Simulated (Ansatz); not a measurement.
## Strength of the Si–Si bond: GeSi3H10 → GeH3(SiH2) + SiH3(SiH2)

Species: GeSi3H10 `[SiH3][SiH2][SiH2][GeH3]`, singlet; GeH3(SiH2), doublet; SiH3(SiH2), doublet. 

Shapes, held fixed at every level: PBE0-D4/def2-TZVP. Flexible molecules stand in one conformer, not always the lowest. Programs: Ansatz 0.2.0. The zero-point and thermal change to 298 K, harmonic and unscaled (PBE0-D4/def2-TZVP), is -10.2 kJ/mol.

(1) Estimate ΔH(298 K) of this reaction.

Results:

(1) The highest level, CCSD(T)/def2-TZVPP, gives ΔH(298 K) = +303.1 kJ/mol; the levels span +282.4 to +337.4. The column of differences is taken from that level and isn't an error. No measured value is set beside it here. Open shells run unrestricted. Relativity is left out for Ge. Outer-core shells of Ge are correlated in most correlated rows, in sets that cover them unevenly.

```json
{"level": "MP2/def2-TZVPP", "kind": "perturbation theory", "ΔH(298 K) (kJ/mol)": "+308.3", "less CCSD(T)/def2-TZVPP": "+5.2"}
{"level": "SPW92/def2-TZVPP", "kind": "LDA", "ΔH(298 K) (kJ/mol)": "+337.4", "less CCSD(T)/def2-TZVPP": "+34.3"}
{"level": "PBE0-D4/def2-TZVPP", "kind": "global hybrid", "ΔH(298 K) (kJ/mol)": "+302.1", "less CCSD(T)/def2-TZVPP": "-1.0"}
{"level": "wB97M-V/def2-TZVPP", "kind": "range-separated hybrid", "ΔH(298 K) (kJ/mol)": "+313.5", "less CCSD(T)/def2-TZVPP": "+10.4"}
{"level": "CCSD(T)/def2-SVP", "kind": "coupled cluster or CI", "ΔH(298 K) (kJ/mol)": "+288.8", "less CCSD(T)/def2-TZVPP": "-14.3"}
{"level": "CCSD/def2-SVP", "kind": "coupled cluster or CI", "ΔH(298 K) (kJ/mol)": "+282.4", "less CCSD(T)/def2-TZVPP": "-20.7"}
{"level": "CCSD/def2-TZVPP", "kind": "coupled cluster or CI", "ΔH(298 K) (kJ/mol)": "+294.5", "less CCSD(T)/def2-TZVPP": "-8.6"}
{"level": "CCSD(T)/def2-TZVPP", "kind": "coupled cluster or CI", "ΔH(298 K) (kJ/mol)": "+303.1", "less CCSD(T)/def2-TZVPP": "0.0"}
```

Breaking the central Si–Si bond costs about +303.1 kJ/mol at the highest level, as expected for a strong but fairly long single bond between diffuse silicon 3s/3p hybrids. Homolysis turns a bonding pair into two separate unpaired electrons, so the correlation energy of that pair is lost. A treatment that recovers too little of it makes the bond too weak: both the smaller basis and the omission of triples lower the coupled-cluster enthalpy. The basis-set limit therefore probably lies somewhat above +303.1, and the close match of PBE0-D4 may owe something to cancellation of errors. By the same reasoning, the higher wB97M-V value can't be judged the poorer one. LDA stands clearly apart at +337.4, the familiar overbinding of a functional that favours the smoother density of the bonded molecule over separate fragments. Whether the germyl group weakens this bond relative to a silyl group, or whether the neighbouring Si–Ge bond would break first, can't be read from this single reaction.
